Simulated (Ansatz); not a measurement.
# A small benchmark: dipole moment

8 molecules with halogens; the dipole moment in D, computed less measured. Shapes, held fixed at every level: PBE0-D4/def2-TZVP. No vibrational averaging. Dipoles are compared by magnitude; molecules under 1 D, whose direction can flip, are left out. Programs: Ansatz 0.2.0. Measured values: NIST CCCBDB.

Levels: A = PBE-D4/def2-TZVPP; B = r2SCAN-D4/def2-TZVPP; C = B3LYP-D4/def2-TZVPP; D = wB97M-V/def2-TZVPP.

```json
{"molecule": "CH2ClF (chlorofluoromethane)", "measured": "1.82", "A": "-0.14", "B": "-0.05", "C": "-0.04", "D": "-0.04"}
{"molecule": "CH3Br (bromomethane)", "measured": "1.81", "A": "+0.02", "B": "+0.14", "C": "+0.08", "D": "+0.08"}
{"molecule": "CH3Cl (chloromethane)", "measured": "1.87", "A": "-0.05", "B": "+0.05", "C": "+0.01", "D": "+0.01"}
{"molecule": "C2F3N (cyanotrifluoromethane)", "measured": "1.33", "A": "+0.15", "B": "+0.16", "C": "+0.07", "D": "+0.07"}
{"molecule": "C2H3Br (vinyl bromide)", "measured": "1.42", "A": "-0.09", "B": "+0.03", "C": "0.00", "D": "+0.05"}
{"molecule": "C2H3ClO (acetyl chloride)", "measured": "2.72", "A": "-0.05", "B": "+0.08", "C": "+0.06", "D": "+0.06"}
{"molecule": "C2H4F2 (1,1-difluoroethane)", "measured": "2.27", "A": "-0.22", "B": "-0.13", "C": "-0.07", "D": "-0.08"}
{"molecule": "C2H5F (SMILES CCF)", "measured": "1.96", "A": "-0.21", "B": "-0.13", "C": "-0.09", "D": "-0.09"}
```

Task: Which level does best on this set, which worst, and which err to one side?

Result: 
| level | kind | mean error | mean absolute error | worst case |
| --- | --- | --- | --- | --- |
| PBE-D4/def2-TZVPP | GGA | -0.074 | 0.116 | C2H4F2 |
| r2SCAN-D4/def2-TZVPP | meta-GGA | +0.019 | 0.096 | C2F3N |
| B3LYP-D4/def2-TZVPP | global hybrid | +0.002 | 0.053 | C2H5F |
| wB97M-V/def2-TZVPP | range-separated hybrid | +0.008 | 0.060 | C2H5F |

On this set B3LYP-D4/def2-TZVPP has the smallest mean absolute error and PBE-D4/def2-TZVPP the largest. PBE-D4/def2-TZVPP is too low in 6 of 8. The tabulated value of C2F3N is in doubt (older tables, estimates, or at odds with other calculations) and kept here. Over the 7 molecules whose values aren't doubted the mean absolute errors are A 0.111; B 0.087; C 0.050; D 0.059. The smallest two are near a tie. The largest two are near a tie. Relativity is left out for Br. The set is small.

The small mean errors of r2SCAN and the two hybrids owe much to cancellation. All four levels underestimate the dipoles of the three fluoroalkanes, chlorofluoromethane included, while these three levels give values at or above experiment for the other molecules. The C–F bond is strongly polar because fluorine's compact, low-lying 2p orbitals hold the bonding charge, so the dipole is sensitive to how far a functional lets that charge spread back towards carbon. The hybrids reduce PBE's deficit in all three fluoroalkanes, probably because exact exchange keeps more density on fluorine.

Cyanotrifluoromethane is the one molecule where the hybrids give a smaller dipole than PBE. There the CF3 and CN groups pull in opposite directions, so a more polar CF3 group would lower the net moment; the reversal therefore fits the same picture, whatever the true experimental value. The deficit that remains in the fluoroalkanes is nearly the same for both hybrids, which suggests a shared contribution, possibly from the common geometries, and not only a functional-specific error.
